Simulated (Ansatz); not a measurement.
# Thermal expansion of Rh from its phonons

All numbers below come from DFT PBEsol, scalar-relativistic, plane waves, PAW (Ansatz 0.2.0). Cutoff 420 eV, 20×20×20 k-points (Γ-centred), Fermi-Dirac smearing of 0.15 eV. No spin polarisation. Phonons by linear response, acoustic sum rule imposed.

Relaxed structure:
```cif
data_structure
_symmetry_space_group_name_H-M 'P 1'
_symmetry_Int_Tables_number 1
_cell_length_a 2.6758
_cell_length_b 2.6758
_cell_length_c 2.6758
_cell_angle_alpha 60.000
_cell_angle_beta 60.000
_cell_angle_gamma 60.000
_cell_volume 13.55
loop_
_atom_site_label
_atom_site_type_symbol
_atom_site_fract_x
_atom_site_fract_y
_atom_site_fract_z
_atom_site_occupancy
Rh1 Rh 0.00000 0.00000 0.00000 1
```

In a metal, frequencies depend on the k mesh and the smearing, soft modes most.

Phonons on a 2×2×2 q mesh at 0.98, 1 and 1.02 times the equilibrium volume give γ = −d ln ν/d ln V, modes matched by rank. The cell has V = 13.55 Å³ with 1 atom and B = 290 GPa. Points of the mesh (fractions of the reciprocal vectors) with their weights out of 8; the acoustic modes at Γ are left out:

| q | weight | ν (cm⁻¹) | γ | degeneracy |
| --- | --- | --- | --- | --- |
| 0.00 0.00 -0.50 | 4 | 139 | 1.95 | 2 |
| 0.00 0.00 -0.50 | 4 | 246 | 2.81 | 1 |
| 0.00 -0.50 -0.50 | 3 | 186 | 2.30 | 2 |
| 0.00 -0.50 -0.50 | 3 | 232 | 2.90 | 1 |

Task: Work out the volume expansion coefficient at 50, 100, 300 and 800 K in Grüneisen's theory.

Result: Each mode holds c = k_B x² eˣ/(eˣ − 1)², x = hcν/k_BT (k_B = 0.695 cm⁻¹/K). Weighted over the mesh, C_V = Σ c, γ̄ = Σ cγ/C_V and α_V = γ̄ C_V/(BV):
```json
{"T (K)": "50", "C_V (k_B a cell)": "0.45", "γ̄": "2.12", "α_V (10⁻⁶/K)": "3.3"}
{"T (K)": "100", "C_V (k_B a cell)": "1.50", "γ̄": "2.26", "α_V (10⁻⁶/K)": "11.9"}
{"T (K)": "300", "C_V (k_B a cell)": "2.45", "γ̄": "2.34", "α_V (10⁻⁶/K)": "20.1"}
{"T (K)": "800", "C_V (k_B a cell)": "2.60", "γ̄": "2.35", "α_V (10⁻⁶/K)": "21.4"}
```

The classical limit of C_V is 3n = 3 k_B, less the 3/8 k_B of the three modes left out, which leaves C_V and α_V about 12 % low even at high temperature. All γ are positive, so the crystal expands at every temperature. For a cubic crystal the linear coefficient is a third of α_V. A mesh this coarse misses long acoustic waves, so the low-temperature rows are rough; B and γ are held at their static values, and the electrons' part is left out.

Task: The zero-point energy of the cell, summed on a denser interpolated mesh, is 33.885, 32.266 and 30.696 meV at the three volumes. How far does it expand the lattice at 0 K?

Result: P_zp = −dE_zp/dV = 3.189 meV / (0.542 Å³) × 0.16022 GPa Å³/meV = 0.943 GPa, so ΔV/V = P_zp/B = 0.32 %. This share is taken off a measured low-temperature volume before it is compared with a static calculation.

Cost: 6 runs of about 4.6 core-minutes in all, on AMD EPYC 7R43 (Zen 3) (shared hosts).

The rise of α_V from 3.3 to 21.4 × 10⁻⁶/K is almost entirely the filling of the phonon modes, since γ̄ only moves from 2.12 to 2.35. That small drift arises because the softer transverse modes are excited first and have the lower γ at both zone-boundary points. The longitudinal modes compress nearest-neighbour contacts more directly, so their force constants probably feel the steep short-range repulsion more strongly. Zero-point pressure weights modes by frequency and therefore draws more on these stiff modes than low-temperature expansion does. Although γ is sizeable, expansion stays modest because cohesion through the partly filled 4d band makes the lattice hard to dilate.

The near-plateau between 300 and 800 K reflects classical saturation of the heat capacity, whereas the measured expansion of rhodium keeps climbing, probably through thermal softening of the lattice and electronic excitations. Positive γ at the zone boundary doesn't by itself fix the sign of expansion in the limit of very low temperature, where long-wavelength phonons and electrons decide it.
